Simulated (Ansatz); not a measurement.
# Al2Pd: pressure and energy above lowest point against volume scale

All results are calculated (Ansatz 0.2.0). Free energy against uniform scaling of the volume at fixed shape and fractions; periodic cell, basis, potentials, k mesh and filling as listed.

The cell before it is scaled or strained (space group Fm-3m, No. 225):
```
Al2Pd
1.0
      0.0000     2.9495     2.9495
      2.9495     0.0000     2.9495
      2.9495     2.9495     0.0000
Al Pd
2 1
Direct
  0.25000 0.25000 0.25000
  0.75000 0.75000 0.75000
  0.00000 0.00000 0.00000
```

Settings of every row: functional PBEsol; dispersion none; potentials PAW; wave cutoff 500 eV; density cutoff 2000 eV; k mesh 9x9x9; k shift 0x0x0; occupations fermi dirac; smearing width 0.1 eV; spin none; SCF threshold exponent -10.

Limits: coarse k mesh, up to 40 meV an atom off; the cell comes from a prototype or a list of computed structures and needn't be the stable phase.

| row | volume scale | V (Å³/atom) | pressure (GPa) | energy above lowest point (meV/atom) |
| --- | --- | --- | --- | --- |
| 1 | 0.94 | 16.08 | 7.57 | 20.6 |
| 2 | 0.96 | 16.422 | 4.51 | 7.8 |
| 3 | 0.98 | 16.764 | 1.77 | 1.1 |
| 4 | 1 | 17.106 | -0.68 | 0 |
| 5 | 1.02 | 17.448 | ? | ? |
| 6 | 1.04 | 17.79 | -4.84 | 12.1 |
| 7 | 1.06 | 18.133 | -6.6 | 24.4 |

Question: what pressure and energy above lowest point should row 5 give?

Worked fit of pressure. Take u = (V_r/V)^(2/3) − 1 with V_r = 16.935 Å³ an atom, which is twice the finite (Eulerian) strain; such expansions in the strain, on which the Birch-Murnaghan equation of state is built, carry the rest volume and the bulk modulus. The shown rows have u = 0.03514, 0.02072, 0.00679, -0.00668, -0.0323, -0.04454. Least squares give pressure = 0.511 + 182.01 × u + 521.3 × u² + 441 × u³ GPa; a parabola predicts inner rows, each left out in turn, worse (root mean square 0.0088 against 0.0026 GPa). All shown rows lie on it to the printed digit. The pressure vanishes at u = -0.0028, or V = 17.01 Å³ an atom, and there the bulk modulus at fixed shape and fractions is B = −V dP/dV = (2/3)(1 + u) dP/du = 119 GPa. The withheld row has u = -0.0197, so the fit gives 0.511 + 182.01 × (-0.0197) + 521.3 × (-0.0197)² + 441 × (-0.0197)³ = -2.88 GPa.

The calculation gave -2.88 GPa. The fit meets it to the printed digit.

Worked fit of energy above lowest point. Take u = (V_r/V)^(2/3) − 1 with V_r = 16.935 Å³ an atom, which is twice the finite (Eulerian) strain; such expansions in the strain, on which the Birch-Murnaghan equation of state is built, carry the rest volume and the bulk modulus. The shown rows have u = 0.03514, 0.02072, 0.00679, -0.00668, -0.0323, -0.04454. Least squares give energy above lowest point = −0.1 + 82.1 × u + 14325 × u² + 2974 × u³ meV/atom; a parabola predicts inner rows, each left out in turn, worse (root mean square 0.063 against 0.029 meV/atom). All shown rows lie on it to the printed digit. Its lowest point lies at u = -0.0029, or V = 17.01 Å³ an atom, and the curvature there gives the bulk modulus at fixed shape and fractions, B = (4/9)(1 + u)² E″(u)/V = 119 GPa. The withheld row has u = -0.0197, so the fit gives −0.1 + 82.1 × (-0.0197) + 14325 × (-0.0197)² + 2974 × (-0.0197)³ = 3.8 meV/atom.

The calculation gave 3.8 meV/atom. The fit meets it to the printed digit.
